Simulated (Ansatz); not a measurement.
## TeAs$_{2}$: what the smearing entropy tells about the Fermi level

Theory: Ansatz, DFT PBEsol, scalar-relativistic, plane waves, PAW.

```
Te As
1.0
    -3.55645    3.55645    2.94052
     3.55645   -3.55645    2.94052
     3.55645    3.55645   -2.94052
Te As
2 4
Direct
  0.75000 0.25000 0.50000
  0.00000 0.00000 0.00000
  0.37500 0.62500 0.25000
  0.37500 0.12500 0.75000
  0.37500 0.62500 0.75000
  0.87500 0.62500 0.25000
```

The plane-wave cutoff is 420 eV, the Γ-centred k-mesh is 8×8×8 and the spin treatment is unpolarised.

The same metal under several smearings of width σ, on one mesh. F is the free energy, TS the smearing's entropy term for the cell of 6 atoms, and E = F + TS. Gaussian occupations are ½ erfc[(ε − μ)/σ], and N counts both spins. Spin–orbit coupling is left out, which shifts the bands of heavy elements.

```tsv
rule	σ (eV)	F − F(narrowest) (meV/atom)	TS (meV/cell)
Fermi–Dirac	0.02	0.000	4.536
Fermi–Dirac	0.1	-8.129	98.714
Fermi–Dirac	0.2	-32.068	379.856
Gaussian	0.1	-0.991	15.660
```

Task: For a density of states N (both spins) that is flat over the smeared range, TS = Nσ²/2 (Gaussian) and (π²/3)Nσ² (Fermi–Dirac). What N does each run give?

Result:
| rule | σ (eV) | N (states/eV a cell) |
| --- | --- | --- |
| Fermi–Dirac | 0.02 | 3.45 |
| Fermi–Dirac | 0.1 | 3.00 |
| Fermi–Dirac | 0.2 | 2.89 |
| Gaussian | 0.1 | 3.13 |

Equal entropy needs σ_Gauss = π√(2/3) σ_FD = 2.57 σ_FD, so a Fermi–Dirac width acts like a Gaussian one 2.57 times as large. At moderate widths N lies between 3.00 and 3.45. The drift shows structure in the density of states within the smeared window (a rise with width points to a dip at the Fermi level, a fall to a peak or a steep flank), or a mesh too coarse for the narrower widths. At the narrowest widths only the few mesh levels within σ of μ count, so N can scatter there.

Task: To second order F = E0 − TS/2 and E = E0 + TS/2. How well does E0 = (E + F)/2 undo the smearing?

Result:
```json
{"rule": "Fermi–Dirac", "σ (eV)": "0.02", "F − E0(narrowest) (meV/atom)": "-0.38", "(E + F)/2 − E0(narrowest) (meV/atom)": "0.00"}
{"rule": "Fermi–Dirac", "σ (eV)": "0.1", "F − E0(narrowest) (meV/atom)": "-8.51", "(E + F)/2 − E0(narrowest) (meV/atom)": "-0.28"}
{"rule": "Fermi–Dirac", "σ (eV)": "0.2", "F − E0(narrowest) (meV/atom)": "-32.45", "(E + F)/2 − E0(narrowest) (meV/atom)": "-0.79"}
{"rule": "Gaussian", "σ (eV)": "0.1", "F − E0(narrowest) (meV/atom)": "-1.37", "(E + F)/2 − E0(narrowest) (meV/atom)": "-0.06"}
```

At Fermi–Dirac 0.1 eV the free energy is off by -8.51 meV/atom and the mean by -0.28. What remains is of order σ⁴ plus the mesh error of the narrowest run, which is no exact reference. Forces and stress are derivatives of F, not of E0, so they keep the σ² error.

Cost: 4 runs of about 0.64 core-minutes in all, on AMD EPYC 9R45 (Zen 5) (shared hosts).

The apparent density of states falls steadily as the thermal window widens, and the Gaussian run fits this order once its narrower effective width is counted. This suggests that the Fermi level lies on a local maximum or a steep flank, although a sampling artefact common to all the runs could look similar. The cell holds an even number of valence electrons, so its metallic character must come from overlapping bands, probably of As and Te p character, and not from an odd electron count.

The free-energy shift grows almost quadratically with the Fermi–Dirac width, as expected for thermal excitation across a partly filled band. Averaging E and F removes most of it, but the remainder grows from -0.28 to -0.79 meV/atom, much more slowly than a fourth-power law. These residuals are therefore no clean measure of the next term in the expansion, and extrapolating them to zero width would be unsafe. The entropy counts states near the Fermi level without identifying their orbital or atomic origin.
